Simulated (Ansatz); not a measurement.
# Appearance energy of a fragment ion: C2H3F3O → [CF3]+ + CH3O + e⁻

Species: C2H3F3O (2,2,2-trifluoroethanol) `OCC(F)(F)F`, singlet; [CF3]+ `F[C+](F)F`, singlet; CH3O `[CH2]O`, doublet. 

Shapes, held fixed at every level: PBE0-D4/def2-TZVP. Flexible molecules stand in one conformer, not always the lowest. Programs: Ansatz 0.2.0. Electronic energies: no zero-point or thermal term.

```
               level                    kind  ΔE (eV)  less CCSD(T)/CBS estimate
         HF/def2-SVP            Hartree–Fock   +12.24                      -1.15
       HF/def2-TZVPP            Hartree–Fock   +11.91                      -1.48
   PBE-D4/def2-TZVPP                     GGA   +12.93                      -0.46
r2SCAN-D4/def2-TZVPP                meta-GGA   +12.99                      -0.40
  wB97X-V/def2-TZVPP  range-separated hybrid   +13.24                      -0.15
   B2PLYP/def2-TZVPP           double hybrid   +13.04                      -0.35
     CCSD/def2-TZVPP   coupled cluster or CI   +13.13                      -0.26
CCSD(T)/CBS estimate   coupled cluster or CI   +13.39                       0.00
```

The highest level, CCSD(T)/CBS estimate, gives ΔE = +13.39 eV; the levels span +11.91 to +13.39. The column of differences is taken from that level and isn't an error. No measured value is set beside it here. Open shells run unrestricted unless RO is named. The CBS estimate extrapolates MP2 from def2-TZVPP and def2-QZVPP and adds CCSD(T) − MP2 in the triple-zeta set, cores frozen. The onset seen in experiment also holds zero-point changes and kinetic shifts.

Forming [CF3]+ costs +13.39 eV at the highest level because the C–C bond must be broken and an electron removed. The products lose the correlation energy of the bonding pair, which Hartree–Fock omits, so it puts the threshold far too low. The larger basis lowers the Hartree–Fock value further, so basis size doesn't explain the shortfall. The density functionals recover most of the missing energy, but not in steady order of sophistication: the double hybrid falls below the range-separated hybrid.

In the cation, fluorine lone pairs donate into the empty carbon p orbital, partly offsetting fluorine's inductive withdrawal. Oxygen is the better π donor, however, and the CH2OH radical ionises more easily than CF3. Cleavage of the same bond should therefore favour CH2OH+ with neutral CF3, making the channel computed here the more costly of the two. The threshold alone doesn't establish how much [CF3]+ would appear in competition with that route.
